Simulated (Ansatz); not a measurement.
## The HOMO–LUMO gap down a group: C to Sn

One atom is swapped for its congeners: C5H12 (neopentane) `CC(C)(C)C`; Si(CH3)4 (tetramethylsilane); Ge(CH3)4 (tetramethylgermane); Sn(CH3)4 (tetramethyltin). All are singlets with charge 0.

Shapes, held fixed at every level: PBE0-D4/def2-TZVP. Programs: Ansatz 0.2.0. Values in eV.

Q: How should the HOMO–LUMO gap change along the series?

A: At wB97X-V/def2-TZVPP the HOMO–LUMO gap falls at every step, from 14.22 to 12.43 eV. Every level shows the same order. For atoms past krypton def2 sets carry core potentials with scalar relativity. Relativity is left out for Ge unless named. Orbital gaps aren't excitation energies, and the LUMO depends on the basis.

```json
{"level": "PBE-D4/def2-TZVPP", "C5H12": "7.85", "Si(CH3)4": "7.12", "Ge(CH3)4": "6.91", "Sn(CH3)4": "6.32"}
{"level": "r2SCAN-D4/def2-TZVPP", "C5H12": "8.82", "Si(CH3)4": "8.20", "Ge(CH3)4": "7.98", "Sn(CH3)4": "7.18"}
{"level": "BHLYP-D4/def2-TZVPP", "C5H12": "11.89", "Si(CH3)4": "10.99", "Ge(CH3)4": "10.62", "Sn(CH3)4": "9.96"}
{"level": "PBE0-D4/def2-TZVPP", "C5H12": "9.98", "Si(CH3)4": "9.19", "Ge(CH3)4": "8.92", "Sn(CH3)4": "8.30"}
{"level": "wB97M-V/def2-TZVPP", "C5H12": "13.70", "Si(CH3)4": "12.79", "Ge(CH3)4": "12.48", "Sn(CH3)4": "11.89"}
{"level": "wB97X-V/def2-TZVPP", "C5H12": "14.22", "Si(CH3)4": "13.37", "Ge(CH3)4": "13.05", "Sn(CH3)4": "12.43"}
```

The gap narrows from neopentane to tetramethyltin at every level, but not evenly. The step from Si to Ge is always the smallest, while the step from C to Si is the largest except with r2SCAN-D4, where Ge to Sn is larger. The HOMO in these tetrahedral molecules is essentially the triply degenerate σ-bonding set between the central atom and the methyl carbons. Down the group, the valence orbitals become more diffuse and overlap less well with carbon, which pushes this set up and should also lower the matching σ* levels. The small Si-to-Ge step probably reflects the filled 3d shell of germanium, which shields the nuclear charge poorly and keeps its valence shell close to silicon's in size and energy. The choice of functional shifts the gap of a given molecule by more than the whole group trend, probably mainly through the differing share of exact exchange, so the ordering is much better supported than any absolute gap. Gaps alone don't show how much of the narrowing comes from the HOMO and how much from the LUMO.
